## Appendix. Maximum equilibrium sheet density, spacer trade-off and onset of parallel conduction in a modulation-doped HEMT

### A.1 Structure and premises

Let $x$ run from the heterointerface ($x=0$) into the barrier and end at the Schottky gate ($x=d$). The barrier, of permittivity $\varepsilon$, consists of an undoped spacer of thickness $d_i$, a layer of thickness $d_d$ with donor density $N_d$, and an undoped cap of thickness $d_c$, so that $d=d_i+d_d+d_c$. The elementary charge is $q>0$ and $E_c(x)$ is the conduction-band edge. The premises are:

1. The drain bias and the gate current are small, so channel and barrier share one Fermi level $E_F$, and the gate Fermi level lies at $E_F-qV_g$.
2. The field vanishes behind the two-dimensional electron gas (2DEG), and the interface carries no fixed charge.
3. All donors are ionised and doping profiles are abrupt. Where the doped layer is neutral, $E_c-E_F=\delta$; $\delta<0$ if it is degenerate.
4. The height of $E_F$ above the channel band edge at the interface is linear in the sheet density $n_s$ over the range of interest: $E_{Fi}(n_s)=E_{F0}+a\,n_s$.
5. The barrier is either fully depleted or neutral (depletion approximation; relaxed in A.3 and A.5).

The slope $a$ is expressed as a length,

$$\Delta d=\frac{\varepsilon a}{q^2},\qquad s=d_i+\Delta d , \tag{A1}$$

with the permittivity of the barrier. $\Delta d$ contains the rise of the subband edge and the filling of the density of states, so it is not the centroid of the electron gas.

### A.2 Equilibrium maximum density

The band offset $\Delta E_c$ fixes the band edge on the barrier side of the interface:

$$E_c(0^+)-E_F=\Delta E_c-E_{F0}-a\,n_s. \tag{A2}$$

Continuity of the displacement and premise 2 give the slope there, and Poisson's equation gives the curvature:

$$E_c'(0^+)=-\frac{q^2n_s}{\varepsilon},\qquad E_c''=\frac{q^2}{\varepsilon}\left[N_d(x)-n(x)\right]. \tag{A3}$$

The band falls into the barrier because the electrons at $x<0$ repel an electron at $x>0$ and the donors attract it. With $n=0$ the slope is constant in the spacer and rises linearly in the doped layer, $E_c'=-(q^2/\varepsilon)[n_s-N_d(x-d_i)]$. It vanishes at $x_m=d_i+w$ with $w=n_s/N_d$, provided $w<d_d$. The drop of $E_c$ is $q^2n_sd_i/\varepsilon$ across the spacer and $q^2N_dw^2/2\varepsilon$ across $w$. With (A1) and (A2), the height of the band minimum above $E_F$ is

$$\Delta\equiv E_c(x_m)-E_F=\Delta E_c-E_{F0}-\frac{q^2n_s s}{\varepsilon}-\frac{q^2n_s^2}{2\varepsilon N_d}. \tag{A4}$$

$\Delta$ decreases monotonically with $n_s$. It cannot fall below $\delta$: at $\Delta<\delta$ the local density would exceed $N_d$, the curvature in (A3) would be negative, and $x_m$ would not be a minimum. The largest density $n_{s0}$ therefore has $\Delta=\delta$. Defining

$$qV_0=\Delta E_c-E_{F0}-\delta,\qquad W^2=\frac{2\varepsilon V_0}{qN_d},$$

and multiplying (A4) by $2\varepsilon N_d/q^2$ gives $n_s^2+2N_ds\,n_s-N_d^2W^2=0$. The product of the roots is negative, so there is one positive root:

$$n_{s0}=N_d\left[\sqrt{s^2+\frac{2\varepsilon V_0}{qN_d}}-s\right]. \tag{A5}$$

No gate quantity enters, because a neutral layer screens the interface from the surface. For $s\ll W$, $n_{s0}\simeq N_d(W-s)$, the charge of a one-sided junction reduced by the spacer. For $s\gg W$, expanding the root gives $n_{s0}\to\varepsilon V_0/(qs)$, a ceiling that heavier doping cannot exceed at fixed $V_0$. Differentiating (A5) at fixed $N_d$,

$$\frac{\partial\ln n_{s0}}{\partial d_i}=-\frac{1}{\sqrt{s^2+W^2}},\qquad \frac{\partial n_{s0}}{\partial V_0}=\frac{\varepsilon}{q\sqrt{s^2+W^2}}. \tag{A6}$$

### A.3 Correction for the soft depletion edge

Let the barrier electrons follow the local relation $n=N_c\mathcal F_{1/2}(\eta)$, with $\eta=(E_F-E_c)/k_BT$, $N_c=2(m_bk_BT/2\pi\hbar^2)^{3/2}$, and Fermi–Dirac integrals normalised by $1/\Gamma(j+1)$, so that $\mathcal F_{3/2}'=\mathcal F_{1/2}$. Multiply (A3) by $E_c'$ and integrate from $d_i$ to the minimum. Since $\int n\,dE_c=-k_BTN_c\mathcal F_{3/2}$,

$$\frac{q^2n_s^2}{2\varepsilon N_d}=E_c(d_i)-E_c(x_m)-\frac{k_BTN_c}{N_d}\left[\mathcal F_{3/2}(\eta_m)-\mathcal F_{3/2}(\eta_i)\right].$$

When the band at $d_i$ lies well above $E_F$, the term in $\eta_i$ and the electrons in the spacer are negligible, and (A4) holds with $\Delta$ replaced by $\Delta+(k_BTN_c/N_d)\mathcal F_{3/2}(-\Delta/k_BT)$. The derivative of this quantity with respect to $\Delta$ is $1-n(x_m)/N_d\ge0$, so it is smallest, and $n_s$ largest, at $n(x_m)=N_d$, which is $\Delta=\delta$. There $N_d=N_c\mathcal F_{1/2}(\eta_0)$ with $\eta_0=-\delta/k_BT$. The form (A5) survives with

$$\delta\to\delta^*=\delta+k_BT\,\frac{\mathcal F_{3/2}(\eta_0)}{\mathcal F_{1/2}(\eta_0)}. \tag{A7}$$

The shift is $k_BT$ for a non-degenerate layer and tends to $\tfrac25|\delta|$ for strong degeneracy. A star marks quantities computed with $\delta^*$.

### A.4 Spacer trade-off

A singly charged donor at distance $z$ from a single-subband electron sheet in a medium of permittivity $\varepsilon_c$ has the screened two-dimensional Fourier potential $U(Q)=q^2e^{-Qz}/[2\varepsilon_c(Q+\kappa)]$, where $\kappa=m_cq^2/(2\pi\varepsilon_c\hbar^2)$ is the Thomas–Fermi wavevector of a spin-degenerate gas. For $N_2$ uncorrelated donors per area the golden rule gives, at $k_F=\sqrt{2\pi n_s}$,

$$\frac1\tau=\frac{N_2m_c}{\pi\hbar^3}\int_0^\pi|U|^2(1-\cos\theta)\,d\theta,\qquad Q=2k_F\sin\frac\theta2 .$$

Here $1-\cos\theta=Q^2/2k_F^2$. For $k_Fz\gg1$ only small angles contribute, so $d\theta\simeq dQ/k_F$ and the upper limit goes to infinity. Replace $N_2$ by $N_d\,dz$ and integrate over the depleted slab $z_1<z<z_2$, with $z_1=d_i+z_0$, $z_2=z_1+w$ and $z_0$ the centroid of the gas; this gives $N_d(e^{-2Qz_1}-e^{-2Qz_2})/2Q$. Put $Q=\kappa t$ and use $t/(1+t)^2=(1+t)^{-1}-(1+t)^{-2}$ with one integration by parts:

$$G(\beta)=\int_0^\infty\frac{t\,e^{-\beta t}}{(1+t)^2}dt=(1+\beta)e^{\beta}E_1(\beta)-1,$$

where $E_1$ is the exponential integral. With $q^2/2\varepsilon_c=\pi\hbar^2\kappa/m_c$, the mobility $\mu_r=q\tau/m_c$ is

$$\mu_r=\frac{4q\,k_F^3}{\pi\hbar N_d\kappa^2\left[G(2\kappa z_1)-G(2\kappa z_2)\right]}. \tag{A8}$$

For $\beta\gg1$, $G\to\beta^{-2}$; if also $w\ll z_1$, the bracket is $w/(2\kappa^2z_1^3)$ and $\mu_r=8q(k_Fz_1)^3/(\pi\hbar n_{s0})$. For a thick spacer $n_{s0}\propto d_i^{-1}$, hence $\mu_r\propto n_{s0}^{1/2}d_i^3\propto d_i^{5/2}$ and $n_{s0}\mu_r\propto d_i^{3/2}$. If the other mechanisms give a spacer-independent $\mu_0$ and rates add, $\mu^{-1}=\mu_0^{-1}+\mu_r^{-1}$, then $d\ln\mu=(\mu/\mu_r)\,d\ln\mu_r$, and by (A6) the sheet conductance $qn_{s0}\mu$ is stationary where

$$\frac{\mu}{\mu_r}\,\frac{d\ln\mu_r}{dd_i}=\frac1{\sqrt{s^2+W^2}}. \tag{A9}$$

A thicker spacer pays only while remote donors supply a large share $\mu/\mu_r$ of the scattering.

### A.5 Charge control and onset of parallel conduction

At the gate $E_c(d)-E_F=q(\phi_b-V_g)$, with $q\phi_b$ the Schottky barrier height. For a fully depleted barrier, integrating (A3) twice gives $E_c(d)=E_c(0^+)-q^2n_sd/\varepsilon+(q^2N_d/\varepsilon)\int_{d_i}^{d_i+d_d}(d-x)\,dx$, and the integral equals $d_d(d_d/2+d_c)$. Inserting (A2) and solving for $n_s$,

$$n_s=\frac{\varepsilon\,(V_g-V_{th})}{q\,(d+\Delta d)},\qquad V_{th}=\phi_b-\frac{\Delta E_c-E_{F0}}{q}-\frac{qN_d}{\varepsilon}d_d\left(\frac{d_d}{2}+d_c\right). \tag{A10}$$

$V_{th}$ is the threshold extrapolated from the linear range, which is why it contains $E_{F0}$. Equation (A4) holds throughout this regime: raising $V_g$ raises $n_s$ and lowers $\Delta$. Full depletion ends when $\Delta=\delta$, that is at $n_s=n_{s0}$:

$$V_{on}=V_{th}+\frac{q\,n_{s0}\,(d+\Delta d)}{\varepsilon}. \tag{A11}$$

Eliminating $\Delta E_c-E_{F0}$ with (A4) at $\Delta=\delta$, and writing $w_0=n_{s0}/N_d$ and $r=d_d-w_0$, turns (A11) into

$$V_{on}=\phi_b-\frac\delta q-\frac{qN_d}{\varepsilon}\,r\left(\frac r2+d_c\right). \tag{A12}$$

This is the bias at which a Schottky depletion region on neutral material consumes exactly the $r$ of doped layer left by the interface region. The two regions just touch. For $V_g>V_{on}$ a neutral slab opens between them, $n_s$ stays at $n_{s0}$, and further gate charge is balanced by barrier electrons, which form the parallel channel.

The real onset is gradual. Near $x_m$ the depleted band is a parabola of curvature $q^2N_d/\varepsilon$, a harmonic well with $\omega^2=q^2N_d/(\varepsilon m_b)$ and levels $\Delta+(j+\tfrac12)\hbar\omega$ above $E_F$. With two-dimensional density of states $m_b/\pi\hbar^2$ and Boltzmann occupation, the geometric sum over $j$ gives

$$n_p=n_1e^{-\Delta/k_BT},\qquad n_1=\frac{m_bk_BT}{\pi\hbar^2}\,\frac{1}{2\sinh(\hbar\omega/2k_BT)}. \tag{A13}$$

A tolerated $n_p\ll n_s$ fixes $\Delta$; (A5) with $\Delta$ in place of $\delta$ gives $n_s$, and (A10) gives the bias. For a degenerate layer this bias lies well below $V_{on}$.

### A.6 Range of validity

- The doped layer must satisfy $d_d>w_0$. Otherwise the donors are exhausted before a neutral region forms, and (A11) has no meaning. $V_{on}$ must also lie far enough below $\phi_b$ for premise 1 to hold.
- $V_0>0$ is required, and $E_{F0}$, $\Delta d$ must be fitted near $n_{s0}$. The line fails near threshold, where $E_{Fi}(n_s)$ is strongly curved.
- A depletion charge $-qN_{dep}$ in the buffer replaces $n_s$ by $n_s+N_{dep}$ in (A3). It is negligible only for $N_{dep}\ll n_{s0}$.
- Deep donors, such as DX centres in Al-rich AlGaAs, make $\delta$ positive and ionisation incomplete. Band tailing and non-parabolicity shift $\delta$ at high doping.
- (A7) is local. If the undepleted slab is only a few oscillator lengths $\sqrt{\hbar/m_b\omega}$ wide, confinement shifts $\delta^*$ by an amount of order $\hbar\omega/2$.
- (A8) assumes one subband, the Born approximation, abrupt uncorrelated doping, a single permittivity and full screening of the neutral region. It gives an order of magnitude.
- Polarisation-induced gases, as in AlGaN/GaN, violate premise 2 and need no doped layer; (A5) does not describe them.

### A.7 Illustration: In$_{0.52}$Al$_{0.48}$As/In$_{0.53}$Ga$_{0.47}$As at 300 K

Approximate material inputs are $\Delta E_c=0.50$ eV, $\varepsilon=12.5\,\varepsilon_0$, $m_b=0.075\,m_e$, $\varepsilon_c=13.9\,\varepsilon_0$, $m_c=0.041\,m_e$ and $\phi_b=0.70$ V; silicon is taken as a shallow donor. The assumed design is $N_d=3\times10^{18}$ cm$^{-3}$, $d_i=3$ nm, $d_d=15$ nm, $d_c=12$ nm, so $d=30$ nm.

**Channel.** Two zero-temperature parabolic-band estimates guide the choice of $E_{F0}$ and $\Delta d$. (i) A local (Thomas–Fermi) accumulation layer obeys the first integral $q^2n_s^2/2\varepsilon_c=\int n\,dE=\tfrac25E_{Fi}(2m_cE_{Fi})^{3/2}/3\pi^2\hbar^3$, so $E_{Fi}\propto n_s^{4/5}$. (ii) One subband at a hard wall, with the Fang–Howard density $\tfrac12b^3z^2e^{-bz}$, has kinetic energy $T=\hbar^2b^2/8m_c$ and mean Hartree potential $\bar V=33q^2n_s/16\varepsilon_cb$. Minimising the energy per electron $T+\bar V/2$ gives $b^3=33m_cq^2n_s/8\varepsilon_c\hbar^2$ and $\bar V=4T$, so the subband lies at $5T\propto n_s^{2/3}$ and $E_{Fi}=5T+\pi\hbar^2n_s/m_c$. At $n_s=2.5\times10^{12}$ cm$^{-2}$, model (i) gives $E_{Fi}=0.236$ eV with tangent parameters $E_{F0}=0.047$ eV and $\Delta d=5.2$ nm. Model (ii) gives 0.347 eV, 0.067 eV and 7.7 nm, with centroid $3/b=7.2$ nm. Model (i) lacks the confinement energy at the wall. Model (ii) lacks the second subband, barrier penetration and non-parabolicity, which all lower $E_{Fi}$. We choose the intermediate values $E_{F0}=0.06$ eV and $\Delta d=6$ nm, giving 0.277 eV at that density, and $z_0=7$ nm. This energy is 0.37 of a typical gap of 0.75 eV, so non-parabolicity is not small.

**Doped layer.** $N_c=5.15\times10^{17}$ cm$^{-3}$, so $\eta_0=3.68$ and $\delta=-95$ meV. The ratio in (A7) is 1.94, a shift of 50 meV, so $\delta^*=-45$ meV. Hence $V_0=0.535$ V, $W=15.7$ nm, and $V_0^*=0.485$ V, $W^*=14.9$ nm.

**Spacer.** The table uses $\kappa=0.111$ nm$^{-1}$, starred densities in (A8), and a typical $\mu_0=1\times10^4$ cm$^2$/V s as input. The third figure of the densities serves only to show the trend.

| $d_i$ (nm) | $n_{s0}$ ($10^{12}$ cm$^{-2}$) | $n_{s0}^*$ ($10^{12}$ cm$^{-2}$) | $\mu_r$ ($10^6$ cm$^2$/V s) | $1/(qn_{s0}^*\mu)$ (kΩ/sq) |
|---|---|---|---|---|
| 3 | 2.73 | 2.53 | 0.78 | 0.25 |
| 6 | 2.33 | 2.15 | 1.1 | 0.29 |
| 9 | 2.01 | 1.85 | 1.4 | 0.34 |

The term in $\eta_i$ dropped in A.3 is largest in the last row, 1.0 meV. The asymptote $G\simeq\beta^{-2}$ would overstate the scattering rate at 3 nm by a factor 3.4, since $2\kappa z_1$ is only 2.2. At 3 nm the right side of (A9) is 0.057 nm$^{-1}$. On the left, $d\ln\mu_r/dd_i\approx0.10$ nm$^{-1}$ from the first two rows and $\mu/\mu_r=0.013$. Tenfold stronger remote scattering would raise the left side only to 0.012 nm$^{-1}$. In this model the room-temperature sheet resistance therefore rises with $d_i$, and the lower limit on the spacer comes from effects outside it, such as dopant segregation and wavefunction penetration.

**Gate.** For $d_i=3$ nm, (A10) gives a slope of $1.92\times10^{12}$ cm$^{-2}$ V$^{-1}$ and $V_{th}=0.70-0.44-1.27=-1.01$ V. With $w_0=9.1$ nm and $r=5.9$ nm, (A11) gives $V_{on}=-1.01+1.42=+0.41$ V. In (A13), $\hbar\omega=66$ meV, the oscillator length is 3.9 nm, and $n_1=2.4\times10^{11}$ cm$^{-2}$. A barrier population $n_p=5\times10^{10}$ cm$^{-2}$ is reached at $\Delta=41$ meV, where $n_s=2.18\times10^{12}$ cm$^{-2}$ and $V_g=+0.13$ V, which is 0.28 V below $V_{on}$. The charge $n_p$ itself adds 0.014 V to this bias.

**Spread.** By (A6), $\partial n_{s0}^*/\partial V_0=4.0\times10^{12}$ cm$^{-2}$ V$^{-1}$. The confinement energy $\hbar\omega/2=33$ meV, which rivals the 50 meV edge correction because $r$ is comparable with the oscillator length, is then worth $0.13\times10^{12}$ cm$^{-2}$. Solving the starred balance with the unlinearised $E_{Fi}(n_s)$ gives $2.7\times10^{12}$ cm$^{-2}$ for model (i) and $2.3\times10^{12}$ cm$^{-2}$ for model (ii). The model's result for the assumed structure is thus a maximum density near $2.5\times10^{12}$ cm$^{-2}$, uncertain in the second figure, with barrier electrons appearing from about $+0.1$ V and the depletion regions nominally separating near $+0.4$ V.